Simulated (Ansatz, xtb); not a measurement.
# Two isomers of C2H2FIn

Structure a: `F/C=[CH]/[In]`, a singlet. Structure b: `F/C=[CH]\[In]`, a singlet. Both are isolated molecules in the gas phase, relaxed with BLYP-D3(BJ)/def2-SVP.

Energies in hartree; the thermal terms are from BLYP-D3(BJ)/def2-SVP harmonic frequencies (ideal gas, rigid rotor, one conformer each, 298.15 K, 1 atm) and include the zero-point energy:

```
                               a           b
E, CCSD(T)/def2-TZVP  −366.456893  −366.459812
   zero-point energy     0.031576     0.031446
        H(298 K) − E     0.037595     0.037335
        G(298 K) − E     0.001418     0.001192
```

**Question.** Work out ΔE, ΔE₀, ΔH and ΔG for a → b in kJ/mol (1 Eh = 2625.50 kJ/mol) and the equilibrium ratio [b]/[a].

**Answer.** 1. ΔE = −366.459812 − (−366.456893) = −0.002919 Eh = −7.66 kJ/mol.
2. ΔE₀ = ΔE + ΔZPE = −0.002919 + (−0.000130) Eh = −8.01 kJ/mol.
3. ΔH = ΔE + (−0.000260) Eh = −8.35 kJ/mol.
4. ΔG = ΔE + (−0.000226) Eh = −8.26 kJ/mol, so ΔS = (ΔH − ΔG)/T = −0.3 J/(mol K).
5. kT = 0.9442 mEh, so K = [b]/[a] = exp(−ΔG/kT) = exp(+3.33) ≈ 28.

Structure b is favoured at this temperature. An error of 4 kJ/mol in ΔG would change K by a factor of 5. Mirror images and further conformers aren't counted.

As drawn, both hold the same kinds of bond in the same numbers.

Other levels gave ΔE = −7.9 (BLYP-D3(BJ)/def2-SVP); −7.3 (HF/def2-TZVP); −7.4 (MP2/def2-TZVP) kJ/mol. The correlated steps freeze 7 core orbitals; the filled d shell of In is correlated, in a basis made for valence electrons. Atoms past krypton carry core potentials in the def2 sets, without spin–orbit terms. Programs: Ansatz 0.2.0.

The isomers differ only in geometry about the C=C bond: fluorine and indium are trans in a and cis in b, and the cis form is lower. Steric bulk alone would favour trans, so an attraction between the substituents probably outweighs it. Indium is electropositive and carries positive charge, while fluorine is negative. In(I) also has empty 5p orbitals that can accept density from a fluorine lone pair, and only the cis arrangement brings the two close enough for this.

Hartree–Fock already gives −7.3 kJ/mol, close to the coupled-cluster −7.66 kJ/mol, which suggests that electrostatics and donation matter more than dispersion or other correlation effects. The preference is energetic, with almost no entropy contribution, as expected for two isomers of similar shape and stiffness.

The ratio of 28 describes equilibrium between these two forms only; whether it is reached depends on a route around the C=C π bond, and on whether loss of InF to give ethyne intervenes.
